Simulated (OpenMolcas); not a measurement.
Predicting a hybrid from its neighbours: C2H5AlN2

The species is C2H5AlN2 (10 atoms), meant as a singlet with charge 0. As SMILES, `C#[C][Al]([NH2])[NH2]`. The shape is that of a PBE0-D4/def2-TZVP optimisation.

The electronic atomisation energy y, in eV, basis def2-SVP; a is the functional's share of exact exchange. Programs: OpenMolcas 26.06.

| functional | program | a | y (eV) |
| --- | --- | --- | --- |
| PBE | OpenMolcas | 0 | 40.98 |
| r2SCAN | OpenMolcas | 0 | 40.02 |
| B3LYP | OpenMolcas | 0.2 | ? |
| PBE0 | OpenMolcas | 0.25 | 40.02 |
| BHLYP | OpenMolcas | 0.5 | 38.62 |

Question: Fit y = c + s·a to the known rows and predict B3LYP.

Answer: 
1. Means of the 4 rows: a = 0.1875, y = 39.910.
2. Σ(Δa)² = 0.17188, Σ(Δa·Δy) = -0.6175, so the slope is -0.6175/0.17188 = -3.5926.
3. Intercept: 39.910 − (-3.5926) × 0.1875 = 40.584. The largest residual of the fit is 0.56.
4. B3LYP: 40.584 + (-3.5926) × 0.2 = 39.87 eV.

The run gave 39.97 eV, so the prediction is off by -0.10 eV, within the largest residual. The rows mix families of semi-local functionals, which the line can't see.

The calculated binding generally weakens as exact exchange is added, and PBE to PBE0 is the cleanest comparison because both share the same parent exchange and correlation forms. Semi-local exchange has a localised hole that mimics part of the left-right correlation in the C≡C, Al–C and Al–N bonds. Exact exchange lacks this contribution, so replacing some of the semi-local part lowers the molecule's binding relative to the free atoms. The trend isn't strictly monotonic: r2SCAN matches PBE0 at 40.02 eV without any exact exchange, and B3LYP falls slightly below PBE0 despite its smaller share. The kinetic-energy density in r2SCAN probably corrects some of the overbinding that PBE0 reduces through exact exchange. The fitted slope is therefore an empirical average, not the response of one functional to its mixing parameter, and the close B3LYP prediction probably owes something to compensating offsets. Without a reference value, and with a basis this small, the ordering doesn't show which functional comes closest to the true atomisation energy.
